Working notes: the one-particle density matrix of the filled Fermi sphere

1. Premises and conventions

I take N_s fermions of one spin projection s in d dimensions, in a cube of side L with periodic boundary conditions. My premises are these.
(P1) The particles feel no interaction and no external potential other than a constant.
(P2) The one-particle energy ε(k) depends only on |k| and grows with |k|.
(P3) The temperature is zero.
(P4) N_s fills a closed shell, so the ground state is one determinant.
The orbitals are φ_k(r) = L^(−d/2) exp(ik·r), each component of k an integer multiple of 2π/L. By P2 to P4 the ground state |Φ⟩ occupies every k with |k| < k_Fs and no other. I define

ρ_s(r,r′) = ⟨Φ| ψ_s†(r′) ψ_s(r) |Φ⟩,  ψ_s(r) = Σ_k φ_k(r) c_ks.  (1)

The normalisation is to the particle number: ρ_s(r,r) is the density n_s of spin s and the trace is N_s. The matrix is spin-resolved, which matters for idempotency.

2. Reduction to an integral over a ball

Inserting the expansion gives ρ_s = Σ_k Σ_k′ φ_k(r) φ_k′*(r′) ⟨c†_k′s c_ks⟩. The vector c_ks|Φ⟩ vanishes if k is empty and has unit norm if k is filled, and for k ≠ k′ the vectors c_ks|Φ⟩ and c_k′s|Φ⟩ are different determinants and hence orthogonal. Only k = k′ survives:

ρ_s(r,r′) = L^(−d) Σ_(|k|<k_Fs) exp[ik·(r − r′)].  (2)

This depends on r − r′ alone, which I call r from here on. Each k owns a cell of volume (2π/L)^d. For L → ∞ at fixed r and fixed k_Fs the phase k·r changes by only about 2πr/L across a cell, so the sum is a Riemann sum:

ρ_s(r) = (2π)^(−d) ∫ d^dk θ(k_Fs − |k|) exp(ik·r).  (3)

Section 7 gives the size of the finite-L correction. The mass and the shape of ε(k) have dropped out: only the occupied set matters.

Let C_d be the volume of the unit ball in d dimensions, with C_0 = 1. At r = 0, (3) gives n_s = C_d k_Fs^d/(2π)^d.

3. Evaluation in any dimension

I choose the first axis of k along r and write that component as k_Fs t, −1 ≤ t ≤ 1. At fixed t the other d − 1 components fill a ball of radius k_Fs(1 − t²)^(1/2) and volume C_(d−1) k_Fs^(d−1) (1 − t²)^μ, with μ = (d − 1)/2. The exponential depends only on t. With x = k_Fs r, r = |r|,

ρ_s(r) = (2π)^(−d) C_(d−1) k_Fs^d I(x),  I(x) = ∫_(−1)^(1) dt cos(xt) (1 − t²)^μ,  (4)

where the sine part has dropped because it is odd in t. Since C_0 = 1, d = 1 is included. Dividing by the value at x = 0,

ρ_s(r) = n_s F_d(x),  F_d(x) = I(x)/I(0).  (5)

So ρ_s is real, isotropic, and |F_d| ≤ 1 because the weight is positive.

The cosine series converges uniformly for |t| ≤ 1, so I integrate term by term. With w = t²,

∫_(−1)^(1) t^(2m) (1 − t²)^μ dt = ∫_0^1 w^(m−1/2) (1 − w)^μ dw = Γ(m + 1/2) Γ(μ + 1)/Γ(m + d/2 + 1),  (6)

which is Euler's beta integral with m + 1/2 + μ + 1 = m + d/2 + 1. The case m = 0 gives I(0) = √π Γ(μ + 1)/Γ(d/2 + 1). Comparing (4) at x = 0 with the expression for n_s gives C_d = C_(d−1) I(0), and C_d = π^(d/2)/Γ(d/2 + 1) satisfies this recursion with C_0 = 1, because μ + 1 = (d − 1)/2 + 1. Therefore

n_s = k_Fs^d / [(4π)^(d/2) Γ(d/2 + 1)],  (7)

that is k_Fs/π, k_Fs²/(4π) and k_Fs³/(6π²) for d = 1, 2, 3.

Applying Γ(z + 1) = zΓ(z) m times gives Γ(m + 1/2)/Γ(1/2) = (1/2)(3/2)…(m − 1/2) = (2m)!/(4^m m!). The (2m)! cancels the one in the cosine series, and

F_d(x) = Γ(d/2 + 1) Σ_(m=0)^∞ (−1)^m (x/2)^(2m) / [m! Γ(m + d/2 + 1)].  (8)

The Bessel function of the first kind is defined by J_ν(x) = (x/2)^ν Σ (−1)^m (x/2)^(2m)/[m! Γ(m + ν + 1)]. The sum in (8) is this sum with ν = d/2, so

ρ_s(r) = n_s Γ(d/2 + 1) (2/x)^(d/2) J_(d/2)(x),  x = k_Fs r.  (9)

The three physical cases, with d = 1 and d = 3 done straight from (4) as a cross-check:
d = 1: μ = 0, I = 2 sin x/x, I(0) = 2, so F_1 = sin x/x and ρ_s = sin(k_Fs r)/(πr).
d = 2: Γ(2) = 1 in (9), so F_2 = 2 J_1(x)/x.
d = 3: μ = 1, two partial integrations give I = 4(sin x − x cos x)/x³, I(0) = 4/3, so F_3 = 3(sin x − x cos x)/x³ = 3 j_1(x)/x, with the spherical Bessel function j_1 = (sin x − x cos x)/x².

Short distances. The first terms of (8) are

F_d = 1 − x²/[2(d + 2)] + x⁴/[8(d + 2)(d + 4)] − …  (10)

From (3), −∇²ρ_s at r = 0 equals n_s⟨k²⟩. Since ∇²r² = 2d, (10) gives ⟨k²⟩ = d k_Fs²/(d + 2). For a parabolic band the mean kinetic energy is then E_F d/(d + 2), that is 1/3, 1/2 and 3/5 of E_F, which is also what the direct average of k² with weight k^(d−1) over the ball yields.

4. Idempotency

As an operator, (2) is Σ|φ_k⟩⟨φ_k| over orthonormal orbitals, a projector. Explicitly, ∫ d^dr″ φ_k*(r″) φ_k′(r″) = δ_kk′ collapses the double sum in the product of two copies of (2), and

∫ d^dr″ ρ_s(r − r″) ρ_s(r″ − r′) = ρ_s(r − r′).  (11)

In the infinite system this is the convolution theorem: the Fourier transform of ρ_s is θ(k_Fs − |k|), and θ² = θ.

For d = 1 I also check (11) in real space. With a = k_Fs and r′ = 0 I need A = ∫ du sin[a(r − u)] sin(au)/[π²(r − u)u], which converges absolutely, so symmetric limits ±Λ are allowed. I use 1/[(r − u)u] = (1/r)[1/u + 1/(r − u)]. In the 1/u term, sin[a(r − u)] = sin(ar) cos(au) − cos(ar) sin(au). The piece sin²(au)/u is odd and drops. The piece cos(au) sin(au)/u = sin(2au)/(2u) integrates to π/2. The 1/(r − u) term maps onto the 1/u term under u → r − u, with limits shifted by r, which changes it only by order r/Λ. Hence A = 2(π/2) sin(ar)/(π² r) = sin(ar)/(πr), as (11) demands.

Three consequences.
(a) The spin-summed matrix of an unpolarised gas, ρ = 2ρ_s, obeys ρ∘ρ = 2ρ (∘ is the convolution in (11)) and is no projector. For a fully polarised gas ρ = ρ_s, and (11) holds for the total.
(b) At r = r′, ∫ ρ_s² d^dr = n_s. Inserting (9), the surface d C_d of the unit sphere and (7), the left side is n_s² Γ(d/2 + 1)² 2^d d C_d k_Fs^(−d) ∫ J_(d/2)² dx/x = n_s d ∫ J_(d/2)² dx/x, so ∫_0^∞ J_(d/2)(x)² dx/x = 1/d.
(c) In a determinant ⟨c†_a c†_b c_c c_e⟩ is nonzero only when the removed pair equals the restored pair, with sign + for (a = e, b = c) and − for (a = c, b = e). The same-spin pair density is therefore n_s² − ρ_s(r)², and g_ss(r) = 1 − F_d(x)². The exchange hole n_s F_d² contains exactly one particle by (b). In d = 1 the part within |r| < R follows from one partial integration, with X = k_Fs R and Si the sine integral:

P(X) = (2/π) ∫_0^X sin²x/x² dx = (2/π)[Si(2X) − sin²X/X].  (12)

Replacing sin² by its mean 1/2 beyond X gives 1 − P ≈ 1/(πX).

Idempotency means that every eigenvalue n(k) is 0 or 1. A state with fractional n(k), thermal or correlated, violates (11).

5. Decay at large distance

I write I(x) = ∫ exp(ixt)(1 − t²)^μ dt. The integrand is analytic for Im t > 0 and decays there as exp(−x Im t), so I deform the segment into two vertical rays, up from −1 and down to +1. On t = 1 + iu, 1 − t² = (−iu)(2 + iu). The factor 1 − t is positive on the segment and has argument between −π and 0 above it, so (−iu)^μ = u^μ exp(−iπμ/2). With dt = i du and the downward direction this ray gives

−i exp(ix − iπμ/2) ∫_0^∞ u^μ (2 + iu)^μ exp(−xu) du.

For large x only u of order 1/x counts. I expand (2 + iu)^μ = 2^μ(1 + iμu/2 + …) and use ∫ u^p exp(−xu) du = Γ(p + 1)/x^(p+1). The ray gives 2^μ Γ(μ + 1) x^(−μ−1) exp(iφ)[1 + iμ(μ + 1)/(2x) + …], where φ = x − π(μ + 1)/2 = x − π(d + 1)/4. The other ray is the complex conjugate. Adding, dividing by I(0), and using μ(μ + 1)/2 = (d² − 1)/8,

F_d(x) ≈ 2^((d+1)/2) Γ(d/2 + 1) π^(−1/2) x^(−(d+1)/2) [cos φ − (d² − 1) sin φ/(8x) + O(x⁻²)].  (13)

The prefactor is 1, 1.596 and 3 for d = 1, 2, 3. For odd d the exponent μ is an integer and the expansion stops: (13) reproduces sin x/x, and −3cos x/x² + 3 sin x/x³, exactly. The envelope falls as r^(−(d+1)/2) and comes wholly from the end points t = ±1, the two points of the Fermi surface whose normal lies along r. The phase cancels over the interior, and near each end point the slice volume vanishes as (1 − |t|)^μ, which gives one power x⁻¹ for the edge and x^(−1/2) for each of the d − 1 curved directions. In every d, ρ_s² r^(d−1) falls as r⁻², so the hole sum rule converges slowly and the mean hole radius diverges logarithmically.

6. From the one-dimensional gas to a wire

In a uniform wire along the first axis the Hamiltonian separates. If only the lowest transverse orbital χ is filled, the orbitals are χ(r⊥) exp(ikr)/√L and the full matrix is χ(r⊥) χ*(r⊥′) sin(k_F r)/(πr), again a projector since χ is normalised. With one spin species n = k_F/π, twice the k_F of an unpolarised wire of equal density. The nodes lie at the nonzero multiples of 1/n, the mean spacing.

Full polarisation needs a field: by the theorem of Lieb and Mattis (1962) the ground state of electrons on a line with spin-independent forces has the lowest possible total spin. I put B along the wire. The vector potential can then be chosen transverse and independent of the position along the wire, so the plane waves are untouched and only χ changes. The minority band starts E_Z = |g| μ_B B above the majority band, and the ideal gas is fully polarised when E_Z > E_F = ħ²π²n²/(2m). For isotropic parabolic confinement ω_0 the transverse Hamiltonian is an oscillator of frequency Ω = (ω_0² + ω_c²/4)^(1/2) plus ω_c L_z/2, with ω_c = eB/m. The lowest excitation costs ħ(Ω − ω_c/2), which shrinks as B grows and has to stay above E_F.

7. Range of validity

Finite length. For a ring with N = 2M + 1 particles, k = 2πj/L and |j| ≤ M, the geometric series gives

ρ(r) = sin(πNr/L)/[L sin(πr/L)].  (14)

With k_F = πN/L this is the infinite-system result times v/sin v ≈ 1 + v²/6, v = πr/L. It is also the sum of images Σ_j ρ_∞(r + jL), since sin[k_F(r + jL)] = (−1)^j sin(k_F r) for odd N and Σ_j (−1)^j/(y + j) = π/sin(πy) when j and −j are paired. So (9) needs r ≪ L. Hard ends or leads break translation invariance, and (9) then applies only far from them.

Finite temperature. The step becomes the Fermi function f. In d = 1 a partial integration gives ρ = (1/πr) ∫ dε (−∂f/∂ε) sin[k(ε) r]. For T ≪ T_F I linearise k = k_F + z k_B T/(ħv_F), with z the energy from the chemical potential in units of k_B T, and need G(a) = ∫ dz exp(iaz)/[4cosh²(z/2)], a = k_B T r/(ħv_F). The denominator has period 2πi. On the rectangle between Im z = 0 and 2π the two long sides give G(1 − exp(−2πa)). At z = iπ + w the denominator is −4sinh²(w/2) = −w²(1 + w²/12 + …), so the residue is −ia exp(−πa), and G = 2πa exp(−πa)/(1 − exp(−2πa)) = πa/sinh(πa). Thus

ρ(r,T) ≈ [sin(k_F r)/(πr)] · y/sinh y,  y = r/ℓ_T,  ℓ_T = ħv_F/(πk_B T).  (15)

The power law ends at ℓ_T and an exponential takes over. For a parabolic band the neglected curvature term of k(ε) is −k_F z²(T/T_F)²/8, with ⟨z²⟩ = −G″(0) = π²/3. At fixed n = ⟨k⟩/π the chemical potential shifts so as to cancel this mean, and each of the two terms is a phase of size (π²/24) x (T/T_F)². The idempotency defect on the diagonal is ∫ f(1 − f) dk/2π = k_B T/(πħv_F), because ∫ f(1 − f) dz = 1 at each of two Fermi points. Relative to n this is T/(2T_F).

Band shape. An anisotropic or multi-valley band violates P2 for d > 1. In d = 1 any band whose occupied set is one interval of length 2πn centred on k_0 gives exp(ik_0 r) sin(πnr)/(πr), so non-parabolicity has no effect at T = 0. A spin-orbit term αkσ along B shifts the centre by |k_0| = mα/ħ² and leaves |ρ| alone. Across B it tilts the spinor by the angle arctan[αk/(E_Z/2)]. The trace over spin is still sin x/x because each spinor is normalised, while the component along the majority direction loses at most sin² of half the angle at k_F.

Disorder. I assume r small against the elastic mean free path.

Interactions. For a translation-invariant interaction the Fock operator built from (2) is diagonal in k, so plane waves solve the Hartree–Fock equations and (9) is also the density matrix of the uniform Hartree–Fock solution of jellium, provided its dispersion stays monotonic. That solution is stationary, not necessarily lowest, and the exact n(k) is fractional. For d = 2 and 3 a Fermi liquid keeps a jump Z < 1 at k_F. Writing n(k) as Zθ plus a continuous remainder, whose transform falls faster, the tail is Z times (13). In d = 1 the jump is lost. I quote without derivation the Luttinger-liquid results for one spin species and a finite-range interaction: the tail is proportional to sin(k_F r)/r^η with η = (K + 1/K)/2, and for a parabolic band the sound velocity u obeys uK = v_F and u/K = (dμ_c/dn)/(πħ), μ_c being the chemical potential, so that 1/K² = (dμ_c/dn)/(πħv_F).

The density matrix itself supplies the mean-field estimate of dμ_c/dn. Let V(q) be the Fourier transform of the pair potential V(r). By 4(c) the interaction energy per length is n²V(0)/2 + e_x, with e_x = −(1/2)∫ V(r) ρ(r)² dr = −W/(8π²) and W = ∫∫ dk dk′ V(k − k′) = 2∫_0^(2k_F) (2k_F − q)V(q) dq. Then d²W/dk_F² = 8V(2k_F) and dk_F/dn = π give d²e_x/dn² = −V(2k_F). The kinetic part gives dE_F/dn = πħv_F. Hence

1/K² ≈ 1 + γ,  γ = [V(0) − V(2k_F)]/(πħv_F).  (16)

A contact force has V(0) = V(2k_F) and no effect, as it must for one spin species, since g(0) = 0. For a gated wire I model V(r) = (e²/4πε_0ε)[(r² + b²)^(−1/2) − (r² + s²)^(−1/2)], with b the wire width and s about twice the gate distance (the image charge). Each term transforms to 2K_0(|q| × length), K_0 the modified Bessel function, and V(0) = 2(e²/4πε_0ε) ln(s/b) by direct integration. With a* = 4πε_0εħ²/(me²), πħv_F = πk_F a* e²/(4πε_0ε), so

γ = 2[ln(s/b) − K_0(2k_F b) + K_0(2k_F s)]/(πk_F a*).  (17)

Equation (9) describes the wire itself only for γ ≪ 1. In summary, (9), (11) and (13) are exact under P1 to P4 for L → ∞, and usable for r ≪ L, r ≪ ℓ_T, one subband, E_Z > E_F and weak interaction.

8. Numbers for a fully polarised GaAs wire

Compiled measured values: m = 0.067 m_e and direct gap 1.519 eV at 0 K (Vurgaftman 2001), static ε = 12.87 (Rakita 2019, a 300 K value that I use unchanged at low temperature). Typical or assumed inputs, all of them: |g| = 0.44 (typical bulk magnitude), ħω_0 = 5 meV, α = 1×10⁻¹² eV m, b = 10 nm, s = 60 nm, n = 5.0×10⁶ m⁻¹, B = 8 T, T = 0.10 K, and a ring of N = 51 electrons, L = 10.2 µm. Every entry below is computed from unrounded intermediates and is the model's number.

k_F = πn = 1.571×10⁷ m⁻¹, node spacing 1/n = 200 nm
v_F = ħk_F/m = 2.71×10⁴ m/s
E_F = 2.25×10⁻²³ J = 0.140 meV, T_F = 1.63 K, T/T_F = 0.061
E_Z = 0.204 meV, threshold field E_F/(|g|μ_B) = 5.5 T
ħω_c = 13.8 meV, ħΩ = 8.53 meV, lowest transverse gap 1.62 meV, oscillator length (ħ/mΩ)^(1/2) = 11.5 nm
ℓ_T = 0.66 µm, idempotency defect T/(2T_F) = 0.031
a* = 10.16 nm, r_s = 1/(2na*) = 9.84

I chose the density low, below the 10⁷ to 10⁸ m⁻¹ typical of single-subband GaAs wires, so that a laboratory field polarises the ideal gas: the threshold grows as n² and would be 88 T at 2×10⁷ m⁻¹. At 8 T, (E_Z − E_F)/k_B T = 7.4. The minority spins are non-degenerate, with density exp(−7.4)/λ_T and λ_T = h/(2πmk_B T)^(1/2) = 0.91 µm, a fraction of about 1×10⁻⁴ of n. The transverse gap is well above E_F. The zero-point energy ħΩ is 0.006 of the band gap, so I expect non-parabolicity to alter m at the per cent level, which touches v_F, E_F and ℓ_T but not the T = 0 matrix. Spin-orbit coupling gives k_0 = 8.8×10⁵ m⁻¹ = 0.06 k_F if along B. Across B the tilt at k_F is 0.15 rad and the weight lost is at most 0.006.

The matrix at T = 0 for infinite length, with the ring factor from (14) and the thermal factor from (15):

r (nm) | x | sin x/x | ρ (10⁶ m⁻¹) | v/sin v | y/sinh y
50 | π/4 | 0.9003 | 4.502 | 1.000 | 1.00
100 | π/2 | 0.6366 | 3.183 | 1.000 | 1.00
300 | 3π/2 | −0.2122 | −1.061 | 1.001 | 0.97
500 | 5π/2 | 0.1273 | 0.637 | 1.004 | 0.91
1100 | 11π/2 | −0.0579 | −0.289 | 1.019 | 0.65

In the last row x = 17.3 and y = 1.67. The neglected curvature phase is about 0.03 rad there. It acts only in second order at an extremum of the sine, and I keep two decimals in the thermal column. The exchange hole (12) holds 0.903 of an electron inside the first nodes, |r| < 200 nm, and 0.982 inside 1.1 µm, where the estimate 1/(πX) for the remainder is 0.018.

The interaction is the neglected term that counts. In (17), ln 6 = 1.792, K_0(0.314) = 1.330 and K_0(1.885) = 0.131, the bracket is 0.593 and πk_F a* = 0.502, so γ = 2.4, K ≈ 0.55 and η ≈ 1.2. With γ above 1 the mean-field step in (16) is not controlled, and I read these values as a size only. If the crossover to the anomalous power sets in near x = 1, which is an assumption, the envelope at 1.1 µm is lowered by the factor x^(−(η−1)) ≈ 0.6, as strong as the thermal factor. The table is therefore the ideal-gas (or uniform Hartree–Fock) matrix for these inputs and not that of a real wire. A GaAs wire near r_s = 10 is typically strongly correlated, and the model overstates |ρ| at micrometre range, on this estimate by a factor between 1.5 and 2 and by more if the gate is further away. The value ρ(0) = n and the asymptotic wave number πn survive the interaction.